## Squeezing rutile

Each row below is the same TiO₂ crystal under a different pressure, acting equally from all sides. The edges a and c of its cell are free to choose their lengths. All changes are counted from the cell at zero pressure, and a negative pressure is a pull. For scale, 1 GPa is 10 000 bar.

TiO2 (space group P4_2/mnm, 6 atoms per cell), relaxed under hydrostatic pressure at zero temperature with its symmetry kept. Changes are relative to the zero-pressure cell: a = b = 4.643 Å, c = 2.964 Å, 10.65 Å³ per atom. Ansatz 0.2.0, PBE, scalar-relativistic plane-wave PAW without spin polarisation, cutoff 420 eV, k mesh 6×6×10 at zero pressure.

```
pressure (GPa)  volume change (%)  enthalpy change (eV/atom)  a change (%)  c change (%)
            -2               1.03                     -0.134          0.43          0.16
             0               0.00                      0.000          0.00          0.00
             2              -0.95                      0.132         -0.39         -0.17
             5              -2.28                      0.329         -0.95         -0.41
            10              -4.29                      0.650         -1.77         -0.81
            20              -7.72                      1.274         -3.17         -1.57
            40             -13.01                      2.464         -5.36         -2.87
```

### From −2 to 2 GPa: how stiff is the crystal?

The rows next to zero come close to the limit of small pressure, in which the volume lost is proportional to the pressure applied. The stiffness in this limit is called the bulk modulus B: the pressure divided by the fraction of volume it removes. Between −2 and 2 GPa the volume falls by about 2 %, so B is 4 GPa / 0.02, or about 200 GPa. In a vessel at 1000 bar, which is 0.1 GPa, such a crystal would lose only 0.05 % of its volume.

### The same rows: is 1.03 really different from 0.95?

The pull adds 1.03 % to the volume, while the equal push removes 0.95 %. The direction of this difference is sound: most solids soften as they expand and stiffen as they are compressed, and the rows up to 40 GPa show that this one stiffens too. Its exact size is not. During the relaxation at zero pressure, when the cell was almost at rest, one late step moved the computed pressure by nearly 0.2 GPa before it settled again.

With B near 200 GPa, a shift of 0.2 GPa is worth 0.1 % of the volume. That isn't an error bar for each row, but it shows how sensitive the result is to the details of the calculation. The second decimal of the volume change should therefore not be interpreted. At 40 GPa, where the loss is 13 %, the same uncertainty hardly matters.

### From 2 to 5 GPa: why does a shrink more than c?

If the crystal were equally stiff in all directions, each of its three edges would supply a third of the volume loss. At 5 GPa that would be about 0.8 % an edge. Instead a, which counts twice because b equals it, has shrunk by 0.95 %, and c by only 0.41 %. Under equal pressure from all sides, the crystal thus gives way less than half as much along c as along a.

The structure suggests why. Each titanium ion sits in an octahedron of six oxygen ions, and along c these octahedra share edges to form straight chains. The length c is therefore also the distance between neighbouring titanium ions in a chain, 2.96 Å. Shortening it pushes two highly charged positive ions directly towards each other.

Neighbouring chains, by contrast, touch only at the corners of their octahedra. Geometry puts the titanium ions on either side of such a corner at √(a²/2 + c²/4), which is 3.60 Å. The ions are further apart here, and part of the shortening can go into bending the Ti–O–Ti angle at the corner instead of compressing bonds. The cell lengths agree with this picture, but they don't separate bending from bond compression, so the cause remains an argument from structure.

### At 5 GPa: what would change with another functional?

The functional used here, PBE, tends to make crystals slightly too large. For rutile the excess in volume is roughly 2 to 3 %, a recalled figure. According to the table, a pressure of some 4 to 7 GPa would remove it. In this sense the computed crystal at zero pressure resembles the real one under a pull of that size.

An expanded crystal is also a softer one. Between 2 and 5 GPa the table gives a bulk modulus of about 220 GPa, a tenth more than around zero. A functional that gave a smaller cell should therefore also give a stiffer crystal at zero pressure, provided that it mainly shifts the balance volume and leaves the shape of the energy curve alone. When two calculations disagree on stiffness, it is worth comparing them at equal volume before comparing them at equal pressure.

### At 10 GPa: why does the enthalpy follow the pressure so closely?

The enthalpy H is the internal energy plus pressure times volume, PV. In the limit of a perfectly rigid crystal the internal energy would not change at all, and H would rise by P times the fixed volume. That volume is 10.65 Å³ an atom, and 1 eV/Å³ equals 160.2 GPa. At 10 GPa the rigid limit therefore gives 10 × 10.65 / 160.2 = 0.665 eV an atom.

The real crystal shrinks on the way. At zero temperature, each small step in pressure adds the current volume times that step to the enthalpy, so the average volume along the path is what counts. By 10 GPa the loss is 4.29 %, and its average over the path is about half of that. Reducing 0.665 eV by 2.1 % gives 0.651 eV, against 0.650 eV in the table. The agreement follows from thermodynamics: it confirms that the two columns belong together and doesn't test the functional.

The energy actually stored in the compressed bonds is much smaller. It is roughly half the pressure times the volume lost, and so at low pressure it grows with the square of the pressure, while PV grows almost in proportion to it. At 10 GPa it is 0.014 eV an atom, and even at 40 GPa it supplies only 6 % of the enthalpy change. For the same reason the negative enthalpy at −2 GPa is no sign of a more stable crystal: it comes from the negative pressure in PV.

### From 10 to 40 GPa: why does each further GPa remove less?

Suppose that the stiffness found around zero, 202 GPa, held at every pressure. The fraction of volume left at 40 GPa would then be exp(−40/202), which means a loss of 18 %. The table gives 13 %. Between 20 and 40 GPa the bulk modulus has in fact risen to about 340 GPa.

The standard explanation is the repulsion between electron shells that begin to overlap. It rises very steeply as ions approach, much faster than the attraction that holds the crystal together. Every shortening of the bonds therefore makes the next one harder. Conversely, a crystal under tension moves away from the steep part of the repulsion and becomes softer.

The Birch–Murnaghan equation puts this into a formula. It measures compression by a strain f = ½[(V₀/V)^(2/3) − 1], where V₀ is the volume at zero pressure, and expands the energy in powers of f:

P = 3B₀ f (1 + 2f)^(5/2) [1 + (3/2)(B′ − 4) f]

Here B₀ is the bulk modulus at zero pressure, and B′ is the rate at which it grows with pressure. For small f the formula returns to simple proportion, with a fractional volume loss of P/B₀.

A least-squares fit of the pressure to all seven rows, that at 40 GPa included, gives B₀ ≈ 205 GPa and B′ ≈ 4.8. Near zero, each GPa of pressure thus adds about 5 GPa to the stiffness. The fit misses the pressure by at most 0.05 GPa. With B′ held at 4, which removes the last bracket, the largest miss grows to 0.33 GPa. The formula describes the stiffening well, but it would do so for many kinds of bonding, and its success doesn't identify the repulsion as the cause.

### From 20 to 40 GPa: does the crystal stay as uneven as it began?

It becomes somewhat more even. The total shrinkage of a is 2.3 times that of c at 5 GPa but only 1.9 times at 40 GPa. Both edges have stiffened, though not equally. Compared with the rows around zero, the shrinkage per GPa in this last stretch is down by more than 40 % for a, but only by about 20 % for c.

A simple yardstick helps in reading this. If a had become as hard to shorten as c, the next small step in pressure would shrink both edges by the same percentage. The crystal is moving that way but is still far from it: between 20 and 40 GPa, a loses another 2.2 % and c another 1.3 %. A plausible reason, though only a guess here, is that the corners between the chains bend less easily as the chains close up. In this picture the chains themselves were tightly packed from the start and had less ease to lose.

### The last rows again: would real TiO₂ still be rutile?

Probably not. Real rutile gives way to denser structures at roughly 10 GPa, whereas every row here keeps the rutile symmetry by construction. The rows at 20 and 40 GPa therefore describe how rutile would respond if it were prevented from transforming. At the other end of the table a similar caution applies, and perhaps already at zero pressure. PBE is known to bring rutile close to a polar distortion, or beyond it, even in its own relaxed cell, and a pull favours the distortion further. The fixed symmetry would hide it.

The enthalpy column can't reveal such a change, because it compares rutile only with itself. At zero temperature, what decides between two structures is the difference between their enthalpies, and here a small difference in volume goes a long way. At 10 GPa the PV term is 0.636 eV an atom, so a structure 1 % denser gains about 6 meV an atom on rutile. That is tiny beside the whole enthalpy change, yet it can be enough to reverse the order of two structures that lie close in energy at zero pressure.

The smooth columns thus leave one question open: at what pressure does the enthalpy of a denser structure cross that of rutile? To answer it, the same calculation would have to be repeated for each candidate structure, and the enthalpies compared at equal pressure.
